**What is to be computed**

A nucleus with quadrupole moment $Q$ couples to the second derivatives of the electrostatic potential $\phi$ of all charges other than itself. $Q_{ab}$ is traceless, so only the traceless part enters. I define

$$V_{ab}(\mathbf R)=\Big[\partial_a\partial_b\phi-\tfrac13\delta_{ab}\nabla^2\phi\Big]_{\mathbf R}.$$

The principal values are ordered $|V_{zz}|\ge|V_{yy}|\ge|V_{xx}|$, with $\eta=(V_{xx}-V_{yy})/V_{zz}$ and $C_Q=eQV_{zz}/h$. I write $K=e/4\pi\varepsilon_0$ with $e>0$. The charge density $\rho$ is in units of $e$, and $n$ is the spin-summed electron density. The atomic unit is $K/a_0^3=9.717\times10^{21}$ V/m².

For a unit charge at $\mathbf r\ne0$, differentiating $1/|\mathbf x-\mathbf r|$ twice at $\mathbf x=0$ gives $(3r_ar_b-r^2\delta_{ab})/r^5$. With the nucleus at the origin,

$$V_{ab}=K\int d^3r\,\rho(\mathbf r)\,\frac{3\hat r_a\hat r_b-\delta_{ab}}{r^3}.\tag{1}$$

The angular integral is done first. The contact term of the second derivative, $-\frac{4\pi}{3}\delta_{ab}\delta(\mathbf r)$, is pure trace and has been removed by the definition. The angular factor is pure $L=2$; for $zz$ it is $2P_2(\cos\theta)=\sqrt{16\pi/5}\,S_{20}$, where $S_{LM}$ are real orthonormal spherical harmonics. Two things follow. A charge that is spherical about the probe nucleus contributes nothing, and the weight $r^{-3}$ is largest where a pseudo density differs most from the true one.

**Premises**

1. Blöchl's projector augmented-wave transformation of 1994 holds: $\psi=\tilde\psi+\sum_R(\psi^1_R-\tilde\psi^1_R)$, with $\psi^1_R=\sum_i\phi_i\langle\tilde p_i|\tilde\psi\rangle$ and $\tilde\psi^1_R=\sum_i\tilde\phi_i\langle\tilde p_i|\tilde\psi\rangle$. The partial waves are $\phi_i=u_i(r)S_{l_im_i}/r$ and $\tilde\phi_i=\tilde u_i(r)S_{l_im_i}/r$, real and equal to each other for $r\ge r_c$.
2. The spheres of radius $r_c$ do not overlap.
3. The partial waves are complete: $\tilde\psi=\tilde\psi^1_R$ inside sphere $R$.
4. Cores are frozen and spherical, and vanish at neighbouring nuclei.
5. The crystal is periodic with a neutral cell, the nucleus is a point, and spin–orbit coupling is left out.

**Step 1: the reconstructed density**

Outside all spheres $\psi=\tilde\psi$. Inside sphere $R$, premise 2 leaves one augmentation term, and expanding the square gives

$$|\psi|^2=|\tilde\psi|^2+|\psi^1|^2-|\tilde\psi^1|^2+2\,\mathrm{Re}\big[(\tilde\psi-\tilde\psi^1)^*(\psi^1-\tilde\psi^1)\big].$$

Premise 3 removes the last term. Summing over bands and $\mathbf k$ points with weights $w_{\mathbf k}$ and occupations $f_{n\mathbf k}$,

$$n=\tilde n+\sum_R(n^1_R-\tilde n^1_R),\qquad n^1=\sum_{ij}\rho_{ij}\phi_i\phi_j,\qquad\tilde n^1=\sum_{ij}\rho_{ij}\tilde\phi_i\tilde\phi_j,$$

$$\rho_{ij}=\sum_{n\mathbf k}w_{\mathbf k}f_{n\mathbf k}\langle\tilde\psi_{n\mathbf k}|\tilde p_i\rangle\langle\tilde p_j|\tilde\psi_{n\mathbf k}\rangle .$$

**Step 2: making the other spheres silent**

The kernel in (1) is long-ranged, so the difference $n^1_{R'}-\tilde n^1_{R'}$ on a neighbour $R'$ acts on the probe through its multipoles. We move those multipoles to the plane-wave grid. Choose shape functions $g_L(r)$ that vanish for $r>r_c$, start as $r^L$ and obey $\int g_Lr^{L+2}dr=1$. With the Gaunt coefficients $\mathcal G^{LM}_{ij}=\int S_{l_im_i}S_{l_jm_j}S_{LM}\,d\Omega$, set

$$\hat n_R=\sum_{LM}q_{LM}\,g_L(r)S_{LM},\qquad q_{LM}=\sum_{ij}\rho_{ij}\mathcal G^{LM}_{ij}Q^{(L)}_{ij},\qquad Q^{(L)}_{ij}=\int_0^{r_c}(u_iu_j-\tilde u_i\tilde u_j)\,r^L\,dr .$$

Adding and subtracting,

$$n=\Big[\tilde n+\sum_R\hat n_R\Big]+\sum_R\big[n^1_R-\tilde n^1_R-\hat n_R\big].$$

Each bracket of the second sum is confined to its sphere and has no multipole moment. The exterior multipole expansion then says that its potential is zero outside that sphere. Only the bracket of the probe's own sphere survives. By premise 4, nucleus plus core of a neighbour acts as a point charge $Z_v$, the nuclear charge minus the core electrons, and the probe's own core drops out. Hence

$$V_{ab}=V^{\rm PW}_{ab}+V^{\rm ion}_{ab}+V^{1}_{ab}.$$

*Question: I have seen this written with the bare smooth density and a plain difference of radial integrals. Is that wrong?*

On the probe site $\hat n$ enters once in the first bracket and once, with opposite sign, in the second, so it cancels there. What the bare version drops is the multipoles of the other sites. With norm-conserving partial waves the monopole vanishes and only higher multipoles are lost. With general PAW waves the monopole can be several electrons per atom. I give both sizes for titanium at the end.

**Step 3: the plane-wave part**

For a periodic $\rho=\sum_{\mathbf G}\rho(\mathbf G)e^{i\mathbf G\cdot\mathbf r}$, Poisson's equation gives $\phi(\mathbf G)=4\pi K\rho(\mathbf G)/G^2$, and $\partial_a\partial_b$ becomes $-G_aG_b$. Removing the trace,

$$V_{ab}(\mathbf R)=-4\pi K\sum_{\mathbf G\ne0}\rho(\mathbf G)\Big(\frac{G_aG_b}{G^2}-\frac{\delta_{ab}}3\Big)e^{i\mathbf G\cdot\mathbf R}.\tag{2}$$

$V^{\rm PW}$ is (2) with $\rho=-(\tilde n+\sum_R\hat n_R)$. This agrees with (1). The Fourier transform of $2P_2/r^3$ is $2\cdot4\pi(-i)^2P_2(\hat{\mathbf G})\int_0^\infty j_2(x)\,dx/x$, and since $j_2/x=-\frac{d}{dx}(j_1/x)$ and $j_1/x\to\frac13$ at zero, the integral is $\frac13$. The transform is $-\frac{8\pi}{3}P_2=-4\pi(G_z^2/G^2-\frac13)$, the kernel of (2).

*Question: That kernel depends on direction as $\mathbf G\to0$. Why may you drop the term?*

The kernel is bounded and multiplies the total $\rho(\mathbf G=0)$, which is zero in a neutral cell. Dropping it separately for electrons and for ions means that each set is taken with a uniform neutralising background. The two backgrounds cancel in the sum. Without that prescription a lattice of ions alone gives a conditionally convergent $r^{-3}$ sum that depends on the shape of the sample.

**Step 4: the ions**

Point charges have Fourier components that do not decay, so we split them as Ewald did. Each ion is a Gaussian $Z_ve^{-r^2/\sigma^2}/\pi^{3/2}\sigma^3$, with transform $Z_ve^{-G^2\sigma^2/4}$ and potential $KZ_v\,\mathrm{erf}(r/\sigma)/r$, plus a neutral remainder with potential $KZ_vf(r)$, $f=\mathrm{erfc}(r/\sigma)/r$. For a radial function the traceless Hessian is $(f''-f'/r)(\hat r_a\hat r_b-\delta_{ab}/3)$. With $E=\frac{2}{\sqrt\pi\sigma}e^{-r^2/\sigma^2}$ we have $f'=-\mathrm{erfc}/r^2-E/r$ and $f''=2\,\mathrm{erfc}/r^3+2E/r^2+2E/\sigma^2$. For cell volume $\Omega$, basis positions $\boldsymbol\tau_s$ and vectors $\mathbf d$ of length $d$ from the probe to the other ions,

$$V^{\rm ion}_{ab}=-\frac{4\pi K}{\Omega}\sum_{\mathbf G\ne0}\sum_sZ_{v,s}e^{i\mathbf G\cdot(\mathbf R-\boldsymbol\tau_s)}e^{-G^2\sigma^2/4}\Big(\frac{G_aG_b}{G^2}-\frac{\delta_{ab}}3\Big)+K\sum_{\mathbf d\neq0}Z_v\Big[\frac{3\,\mathrm{erfc}(d/\sigma)}{d^3}+\frac{3E(d)}{d^2}+\frac{2E(d)}{\sigma^2}\Big]\Big(\hat d_a\hat d_b-\frac{\delta_{ab}}3\Big).\tag{3}$$

Unlike the Ewald energy, (3) has no self term. The reciprocal sum contains the probe's own Gaussian, but that is spherical about the probe.

**Step 5: the on-site part**

Expand $3\hat r_a\hat r_b-\delta_{ab}=\sum_MC^M_{ab}S_{2M}$, where $C^M_{ab}=\int(3\hat r_a\hat r_b-\delta_{ab})S_{2M}\,d\Omega$. Insert $\rho=-(n^1-\tilde n^1-\hat n)$ in (1). The products $\phi_i\phi_j$ give $\mathcal G^{2M}_{ij}\int u_iu_jr^{-3}dr$. Of $\hat n$ only $L=2$ survives and gives $q_{2M}\int g_2\,r^{-3}r^2dr$. Therefore

$$V^1_{ab}=-K\sum_{ij}\rho_{ij}\sum_MC^M_{ab}\,\mathcal G^{2M}_{ij}\,\Delta I_{ij},\tag{4}$$

$$\Delta I_{ij}=I_{ij}-\tilde I_{ij}-Q^{(2)}_{ij}\int_0^{r_c}\frac{g_2}{r}dr,\qquad I_{ij}=\int_0^{r_c}\frac{u_iu_j}{r^3}dr,\qquad\tilde I_{ij}=\int_0^{r_c}\frac{\tilde u_i\tilde u_j}{r^3}dr .$$

The Gaunt coefficient requires $l_i+l_j$ even and $|l_i-l_j|\le2\le l_i+l_j$. The allowed pairs are $pp$, $dd$, $sd$, $pf$, $ff$ and so on. Because $u\sim r^{l+1}$, the integrand goes as $r^{l_i+l_j-1}$, and the triangle rule makes that exponent at least 1. The divergent $ss$ integral is never needed. Equations (2), (3) and (4) are the result.

**Step 6: orbital populations**

For $V_{zz}$ we need matrix elements of $2P_2=3\cos^2\theta-1$. The recurrence $\cos\theta\,Y_{lm}=a_{l+1,m}Y_{l+1,m}+a_{lm}Y_{l-1,m}$ with $a_{lm}^2=(l^2-m^2)/(4l^2-1)$ gives $\langle\cos^2\theta\rangle=a_{l+1,m}^2+a_{lm}^2$, and over a common denominator

$$\langle lm|2P_2|lm\rangle=\frac{2\,[l(l+1)-3m^2]}{(2l-1)(2l+3)}.$$

The operator does not depend on the azimuth. The cosine and sine orbitals of a given $|m|$ therefore share this value, and different real orbitals of one $l$ are not coupled. For $l=1$ the values are $\frac45$ for $p_z$ and $-\frac25$ for $p_x,p_y$. For $l=2$ they are $\frac47$ for $d_{z^2}$, $\frac27$ for $d_{xz},d_{yz}$ and $-\frac47$ for $d_{xy},d_{x^2-y^2}$. With one partial wave per $l$, call the diagonal $\rho_{ii}$ the populations. The all-electron one-centre density $n^1$ then contributes

$$V^{pp}_{zz}=-K\,\tfrac45\langle r^{-3}\rangle_p\,\Delta n_p,\qquad\Delta n_p=n_z-\tfrac12(n_x+n_y),$$

$$V^{dd}_{zz}=-K\,\tfrac47\langle r^{-3}\rangle_d\,\Delta n_d,\qquad\Delta n_d=n_{z^2}+\tfrac12(n_{xz}+n_{yz})-n_{xy}-n_{x^2-y^2},$$

with $\langle r^{-3}\rangle_l=I_{ll}$. Both vanish for equal populations within the shell. Electrons piled up along $z$ give a negative $V_{zz}$. The correction (4) has the same form with $\Delta I$ in place of $I$. The difference $I-\Delta I$ is not lost: by premise 3 the plane-wave term supplies exactly that amount from inside the sphere. With several partial waves per $l$, the product $\langle r^{-3}\rangle\Delta n$ becomes $\sum_{\nu\nu'}I_{\nu\nu'}\Delta n_{\nu\nu'}$ over the radial labels. Populations and integrals each depend on how $u_i$ is normalised; only their product is defined.

*Question: Where did the $sd$ term go?*

It is still in (4). The angular factor is $\int S_{00}S_{20}\,2P_2\,d\Omega=2/\sqrt5$, and the pair occurs twice, so $V^{sd}_{zz}=-K\frac{4}{\sqrt5}\,\mathrm{Re}\,\rho_{s,z^2}\,I_{sd}$. The radial integrand changes sign at each node of the $s$ wave. In a pure Coulomb field the cancellation is complete for equal principal quantum number, the rule of Pasternack and Sternheimer. For hydrogen $3s$ and $3d$, in bohr, $\int_0^\infty(r-\frac23r^2+\frac2{27}r^3)e^{-2r/3}dr=\frac94-\frac92+\frac94=0$. In a screened potential the cancellation is partial, so a code keeps the term. The two population formulas are the diagonal part of (4), not all of it.

*Question: How does this relate to an augmented-wave calculation?*

There one has the sphere expansion $\phi=\sum\phi_{LM}(r)S_{LM}$. Since $r^2S_{20}=\sqrt{5/16\pi}\,(2z^2-x^2-y^2)$, two derivatives give $V_{zz}=\sqrt{5/\pi}\,\lim_{r\to0}\phi_{20}/r^2$. Solving Poisson's equation for $\phi_{20}$ splits this into the same $r^{-3}$ integral over the sphere and a boundary term from all charge outside.

**Step 7: symmetry and zone sums in hcp**

The site group is $D_{3h}$. The threefold axis makes $V_{ab}$ diagonal with $z\parallel c$ and $\eta=0$, and it forces $n_x=n_y$, $n_{xz}=n_{yz}$ and $n_{xy}=n_{x^2-y^2}$. There is no inversion at the site, so $p_x,p_y$ mix with $d_{xy},d_{x^2-y^2}$, but the parity rule removes that block from (4). The $s$–$d_{z^2}$ and $pf$ blocks are allowed. If only the irreducible wedge is sampled, $\rho_{ij}$ and $\tilde n(\mathbf G)$ must be symmetrised with the whole space group, including the operations that exchange the two atoms.

**Illustration: hcp titanium**

The ion term can be done completely. Take the approximate lattice constants $a=2.95$ Å ($5.57\,a_0$) and $c=4.68$ Å, so $\gamma=c/a=1.5864$. I treat $3s$ and $3p$ as valence. Seen from a neighbour these eight electrons form a nearly spherical shell, which I lump with the ion, leaving charge $Z=4$ in a uniform background. Write $V^{\rm ion}_{zz}=\lambda KZ/a^3$.

By hand the sum is quickest plane by plane, in units $a=1$. A triangular sheet of cell area $A=\sqrt3/2$ has the potential $\frac{2\pi KZ}{A}\big[-|z|+\sum_{\mathbf g\ne0}e^{i\mathbf g\cdot\mathbf r_\parallel}e^{-g|z|}/g\big]$. Off the sheet its $zz$ derivative is $\frac{2\pi KZ}{A}\sum ge^{i\mathbf g\cdot\mathbf r_\parallel}e^{-g|z|}$. Here $g=g_1\sqrt N$, $g_1=4\pi/\sqrt3=2\pi/A$, $N=h^2+hk+k^2$. Sheets lie on both sides at multiples of $\gamma/2$. The odd ones carry the phase $\cos[2\pi(h+2k)/3]$, the even ones unity. With $y=e^{-g\gamma/2}$ the geometric series give, for each star of $\mathbf g$,

$$\lambda_N=2g_1^2\sqrt N\;\frac{w_{\rm odd}\,y+w_{\rm even}\,y^2}{1-y^2},$$

where $w$ is the phase summed over the star: $(w_{\rm odd},w_{\rm even})=(-3,6),(6,6),(-3,6)$ for $N=1,3,4$. The probe's own sheet has $\theta=90^\circ$ in (1) and gives $-\sum'r^{-3}=-6\,\zeta(\frac32)\,L(\frac32)$, with $L(s)=1-2^{-s}+4^{-s}-5^{-s}+\dots$ The background, whose potential depends on $z$ only in this ordering, has $\partial_z^2\phi=\nabla^2\phi=4\pi KZn_{\rm at}$ with $n_{\rm at}=4/(\sqrt3\gamma)$; its traceless part is $\frac23$ of that, $32\pi/(3\sqrt3\gamma)$.

| term | contribution to $\lambda$ |
|---|---|
| own sheet | $-11.0342$ |
| background | $+12.1953$ |
| $N=1$ | $-0.9939$ |
| $N=3$ | $+0.0513$ |
| $N=4$ | $-0.0063$ |
| higher stars | $-0.0003$ |
| total | $+0.2119$ |

The reciprocal sum of (3) alone, with $\sigma=a/4$ so that the real-space part is negligible, gives $0.212$. Thus $V^{\rm ion}_{zz}=+0.048\times10^{21}$ V/m².

For the on-site part I use a model that can be integrated in closed form. The $p$ partial wave is a hydrogenic $3p$ function with an assumed effective charge of 12, a rough stand-in for the size of the Ti $3p$ shell. With $t=4r/a_0$ and $r_c=1.5\,a_0$, that is $t_c=6$,

$$u=\tfrac{8\sqrt2}{3}\,t^2\big(1-\tfrac t2\big)e^{-t},\qquad\tilde u=\tfrac{8\sqrt2}{3}\,e^{-6}\,t^2\big(\tfrac{t^2}{8}-\tfrac{13}{2}\big),$$

in $a_0^{-1/2}$. The function $u$ is normalised over all space and has its node at $0.5\,a_0$. The function $\tilde u$ is nodeless and matches value and slope at $r_c$. For $g_2\propto r^2(1-r^2/r_c^2)^2$ the normalisation integral is $\frac{8}{693}r_c^7$ and $\int r(1-r^2/r_c^2)^2dr=r_c^2/6$, so $\int g_2\,dr/r=231/(16r_c^5)=1.901\,a_0^{-5}$. The remaining integrals are elementary:

- $I=21.31\,a_0^{-3}$, against $12^3/81=21.33\,a_0^{-3}$ over all space;
- $\tilde I=0.50\,a_0^{-3}$;
- $Q^{(2)}=0.906-0.526=0.380\,a_0^2$, so the compensation term is $0.72\,a_0^{-3}$;
- $\Delta I=21.31-0.50-0.72=20.09\,a_0^{-3}$.

The pseudo wave carries about 2 % of $I$. The region inside the node holds 11 % of the electron and 96 % of $I$.

For the $d$ shell I take the typical all-electron value $\langle r^{-3}\rangle_d\approx2\,a_0^{-3}$. The sensitivities are $V^{pp}_{zz}=-166\,\Delta n_p$ and $V^{dd}_{zz}=-11\,\Delta n_d$ in $10^{21}$ V/m², a ratio of 15. The whole ion term equals a $p$ asymmetry of $2.9\times10^{-4}$ electron.

The asymmetries are outputs of a self-consistent calculation. I assume $\Delta n_p=\Delta n_d=-0.010$ to set the scale; neither size nor sign is predicted here. In $10^{21}$ V/m², the $p$ channel gives $1.562$ through (4) and $0.095$ through the plane waves, from $I-\Delta I=1.22\,a_0^{-3}$, together $1.657$; these digits display the bookkeeping of the model only. The $d$ channel gives $0.11$ and the ions $0.05$. The sum is $V_{zz}\approx1.8\times10^{21}$ V/m². With the approximate moment $Q\approx0.30$ b of $^{47}$Ti, $10^{21}$ V/m² corresponds to $7.3$ MHz, so $C_Q\approx13$ MHz for these inputs. Left out are the $sd$ and $pf$ blocks, the second $p$ partial wave and the non-uniform valence charge outside the probe's sphere. The last screens the ions at the same distances, so its natural scale is that of the ion term.

*Question: And the promised cost of omitting the compensation charge?*

Inside $r_c$ the norms of $u$ and $\tilde u$ are $0.886$ and $0.398$, so $Q^{(0)}=0.488$, or $2.93$ electrons for six $p$ electrons. The neighbours would appear with charge $6.9$ instead of 4, and the ion-like term would grow in that proportion. The quadrupoles matter far less. Each neighbour has the axial moment $-\frac25\Delta n_pQ^{(2)}$ with potential $\propto P_2/d^3$, and $\partial_z^2(P_2/d^3)=12P_4/d^5$. Relative to the on-site $\frac45I\Delta n_p$ this is $6Q^{(2)}\sum P_4d^{-5}/I$. Twelve neighbours at distance $a$ with $P_4$ replaced by 1 give $2\times10^{-4}$.

**Range of validity**

*Frozen core.* A polarisable shell amplifies an external gradient by Sternheimer's factor $1-\gamma_\infty$. A typical free-ion value for Ti$^{4+}$ is $\gamma_\infty\approx-10$, only a rough guide in a metal. The induced part is then about $0.5\times10^{21}$ V/m², ten times the ion term and not small against $1.8$. It is lost if the $3s3p$ shell is frozen. With that shell in the valence it appears in $\rho_{ij}$, partly as a radial distortion, which needs at least two $p$ partial waves. The response of the remaining $1s2s2p$ core stays outside the formula.

*Completeness.* The dropped cross term of Step 1 is weighted by $r^{-3}$, so it has to be tested on $V_{zz}$ itself by adding partial waves; a converged total energy does not settle it. In channels with no partial waves, typically $f$, the density is not reconstructed.

*Overlap.* If spheres overlap, Steps 1 and 2 hold only approximately. Compensation charges wider than $r_c$ require an additional real-space correction.

*Zone sampling.* Titanium is a metal, and $\Delta n_p$ is a small difference of populations that depends on the Fermi surface. A sampling or smearing error of $10^{-3}$ electron shifts $V_{zz}$ by $0.17\times10^{21}$ V/m². The mesh must keep the hexagonal symmetry, and convergence has to be checked in mesh density and smearing width together.

*Relativity.* Corrections scale as $(Z\alpha)^2=0.026$ for the nuclear charge $Z=22$. For heavy elements the $p_{1/2}$ and $p_{3/2}$ radial functions differ near the nucleus, and a single $\langle r^{-3}\rangle_p$ no longer suffices.

*Density and geometry.* Equations (2)–(4) evaluate the gradient of the density they are given, for static nuclei. They inherit the exchange–correlation approximation and the assumed $c/a$, and comparison at finite temperature needs an average over lattice vibrations.